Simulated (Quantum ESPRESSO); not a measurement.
# Work function, top-layer force and surface energy of Na(100) films from three to eight layers with PBE and PBEsol

Sodium gives one 3s electron per atom to a band that is close to free-electron-like, and in a film a few layers thick these electrons are confined between two faces. The question is how the work function, the force on the top layer and the surface energy respond as layers are added. Alkali films are used to ease electron emission, and slab calculations of surfaces need to know how thick a slab must be. The films are unrelaxed, with atoms at bulk places and the measured lattice constant. The work function Φ is measured from the Fermi level to the vacuum level outside the slab, the force along the outward normal, and the excess energy against bulk sodium as given by the slope of energy with layer number.

## Systems and settings

Quantum ESPRESSO 7.5 (pw.x), driven by a script. Symmetric 1×1 slabs of Na(100) (bcc) at the tabulated measured lattice constant, atoms at bulk places, 7.5 Å of empty space on each side as the script builds them, with open boundaries by the effective screening medium. Mesh 8×8×1 for all thicknesses, Marzari-Vanderbilt smearing of 0.02 Ry, spin-paired, no spin-orbit coupling. PBE, GBRV ultrasoft: cutoffs 40 and 200 Ry; PBEsol, GBRV ultrasoft: cutoffs 40 and 200 Ry. The excess energy is the slab's energy less the number of layers times the slope of a straight line through the thicker slabs; it is twice the surface energy per cell.

Notes on method and selection:

- Confinement between the two faces quantises the states along the normal, so values can oscillate with thickness.
- The measured lattice constant is no functional's own, which adds to the force.
- Runs in which the search for lower states was switched off are not listed.
- Runs that did not converge, have known faults or may not be shown are not listed, and runs on Ansatz's PAW sets soft_1 and soft_2 are kept to separate tables.

Columns:

- layers: number of atomic layers.
- Φ (eV): work function: vacuum level outside the slab less the Fermi level.
- force (eV/Å): force on the top atom along the outward normal; negative pulls it inwards.
- excess energy (meV): excess energy of the slab, both faces, per 1×1 cell.

## Computed values

| member | layers | Φ (eV), PBE, GBRV ultrasoft | Φ (eV), PBEsol, GBRV ultrasoft | force (eV/Å), PBE, GBRV ultrasoft | force (eV/Å), PBEsol, GBRV ultrasoft | excess energy (meV), PBE, GBRV ultrasoft | excess energy (meV), PBEsol, GBRV ultrasoft |
| --- | --- | --- | --- | --- | --- | --- | --- |
| 3 layers | 3 | 2.616 | 2.624 | −0.0349 | −0.0495 | 479 | 525 |
| 4 layers | 4 | 2.707 | 2.721 | −0.0194 | −0.0353 | 484 | 529 |
| 5 layers | 5 | ? | ? | ? | ? | ? | ? |
| 6 layers | 6 | 2.680 | 2.691 | −0.0105 | −0.0155 | 482 | 527 |
| 7 layers | 7 | 2.642 | 2.656 | −0.0148 | −0.0286 | 495 | 540 |
| 8 layers | 8 | 2.641 | 2.654 | −0.0099 | −0.0286 | 485 | 531 |

Cells marked ? are withheld until the estimate has been made.

## The trend and its physics

The work function does not settle smoothly. With PBE it rises by 2.707 − 2.616 = 0.091 eV from three to four layers, is lower again at six and seven, and changes by only 0.001 eV from seven to eight. PBEsol follows the same order of rises and falls and lies 0.008 to 0.014 eV higher, so the choice between these functionals matters less than the thickness.

Confinement offers a mechanism. Only standing waves that fit between the faces are allowed along the normal, and each added layer shifts their energies and the number of them below the Fermi level. The Fermi level and the charge spilling out at the faces then vary with thickness. The 8×8×1 mesh may add to the variation, since it samples each of these subbands at few points.

The top atom is pulled inwards in every film shown. The PBE force weakens from −0.0349 eV/Å at three layers to −0.0099 eV/Å at eight, with a reversal between six and seven. The pull is stronger with PBEsol throughout. PBEsol generally prefers shorter lattice constants than PBE, so the common measured cell is more stretched, or less compressed, for PBEsol; this has the right sign to explain the difference.

Among the films shown in the table above, the excess energy varies little: 479 to 495 meV with PBE. At eight layers it gives a surface energy of 485 / 2 = 243 meV per surface cell, against 531 / 2 = 266 meV with PBEsol. Of these films, the one with seven layers has the highest value with both functionals. Confinement or mesh error could cause this, and agreement between the functionals does not decide the matter because they share the mesh.

## Blind estimate

Plain estimates from the members shown:

- 5 layers (PBE, GBRV ultrasoft), straight-line interpolation between 4 layers and 6 layers: w = (5 − 4) / (6 − 4) = 0.500, so 2.707 + 0.500 × (2.680 − 2.707) = 2.694 eV

The straight line between four and six layers gives 2.694 eV, but it joins the two highest PBE values shown and spans most of an expected oscillation. For free electrons in a bcc crystal with one electron per atom, each (100) layer adds (6 × π²)^(1/3) / (2 × π), or about 0.62, half Fermi wavelengths. Seen only at whole numbers of layers, the pattern should therefore repeat every 1 / (1 − 0.62) = 2.6 layers.

Films can be ordered by the fractional part of about 0.62 times the layer number. Five layers give 5 × 0.62 − 3 = 0.100. As the phase is cyclic, this lies between eight layers (8 × 0.62 − 5 = −0.040) and seven layers (7 × 0.62 − 4 = 0.340). Interpolation in this phase gives

2.641 + ((0.100 + 0.040) / (0.340 + 0.040)) × (2.642 − 2.641) = 2.641 eV.

The same route applied to six layers (6 × 0.62 − 3 = 0.720), from four (4 × 0.62 − 2 = 0.480) and three (3 × 0.62 − 1 = 0.860), gives

2.707 + ((0.720 − 0.480) / (0.860 − 0.480)) × (2.616 − 2.707) = 2.650 eV,

which is 0.030 eV below the calculated 2.680 eV. Over all five shown films the root-mean-square miss is 0.04 eV, the same as when each film is predicted by the mean of the others. The phase argument is thus no established rule here. It is preferred for its physical basis, and its result lies only 0.016 eV below the mean of the shown values, (2.616 + 2.707 + 2.680 + 2.642 + 2.641) / 5 = 2.657 eV. The typical miss of the route is taken as the standard deviation.

**Committed estimate, 5 layers (PBE, GBRV ultrasoft): Φ = 2.64 ± 0.04 eV.**

## Outcome

| member | level | layers | Φ (eV) | force (eV/Å) | excess energy (meV) |
| --- | --- | --- | --- | --- | --- |
| 5 layers | PBE, GBRV ultrasoft | 5 | 2.575 | −0.0212 | 498 |
| 5 layers | PBEsol, GBRV ultrasoft | 5 | 2.590 | −0.0245 | 543 |

| member | estimate | Φ (eV) | computed | estimate − computed | miss in error bars |
| --- | --- | --- | --- | --- | --- |
| 5 layers (PBE, GBRV ultrasoft) | committed | 2.640 | 2.575 | +0.065 | 1.6 |
| 5 layers (PBE, GBRV ultrasoft) | interpolation | 2.694 | 2.575 | +0.119 |  |

The estimate of 2.64 eV is 0.065 eV above the computed 2.575 eV, a miss of 1.6 error bars. It still did better than the straight line between four and six layers, which is 0.119 eV too high.

The objection to the straight line held: five layers do not lie between their neighbours in thickness, but below both. The interpolation in phase failed because it can never give a value outside the two films it joins, and five layers turned out to have the lowest work function of the series.

In order of phase, from five layers through seven, four, six and three to eight, the PBE values are 2.575, 2.642, 2.707, 2.680, 2.616 and 2.641 eV. This is one rise and fall, broken only by a step up of 0.025 eV at the end, and it is compatible with confinement. It remains weak evidence: with all six films included, the phase route misses by roughly 0.04 eV (root mean square), against roughly 0.05 eV for the mean of the others.

## Exceptions

Five and four layers lie farthest out in work function. With PBE, five layers are 2.657 − 2.575 = 0.082 eV below the mean of the other films, and four layers are 2.707 − (2.616 + 2.575 + 2.680 + 2.642 + 2.641) / 5 = 0.076 eV above the mean of theirs. Confinement can produce departures of either sign, and so can the 8×8×1 mesh through uneven sampling of the subbands. PBEsol shows the same two extremes, but on the same mesh.

In excess energy, five and seven layers stand out at 498 and 495 meV with PBE, against 479 to 485 meV for the rest. The same two causes are possible.

The forces show a different irregularity. The PBEsol pull exceeds the PBE pull by only 0.0245 − 0.0212 = 0.0033 eV/Å at five layers but by 0.0286 − 0.0099 = 0.0187 eV/Å at eight. The different lattice constants preferred by the two functionals, offered above as the reason for the stronger PBEsol pull, should give a fairly steady gap at fixed geometry. They do not explain this unevenness. Numerical error in the forces, from incomplete self-consistency or the density grid, is the likelier source, so differences of about 0.01 eV/Å between films should not be read as physics.

## Conclusions

From three to eight layers the PBE work function varies between 2.575 and 2.707 eV without a steady trend. Predicting each film simply from the mean of the others misses by about 0.05 eV. The close agreement of seven and eight layers is not a sign of convergence, since an oscillating quantity can take equal values at two thicknesses. These films therefore do not establish how thick a slab must be for a settled work function.

The surface energy varies by a similar fraction, from 479 / 2 = 240 to 498 / 2 = 249 meV per surface cell with PBE, and the computed force on the top layer points inwards in every film, though the weakest PBE forces are about as small as the likely numerical error.

As a threshold for photoemission, with the product of Planck's constant and the speed of light taken as 1240 eV nm, the computed PBE range corresponds to 1240 / 2.707 = 458 nm for four layers and 1240 / 2.575 = 482 nm for five.

For a clean, free-standing film, neither relaxation nor spin-orbit coupling is expected to shift the work function by more than the spread of 0.13 eV. A substrate would alter the confinement at one face and could move the highs and lows to other thicknesses.
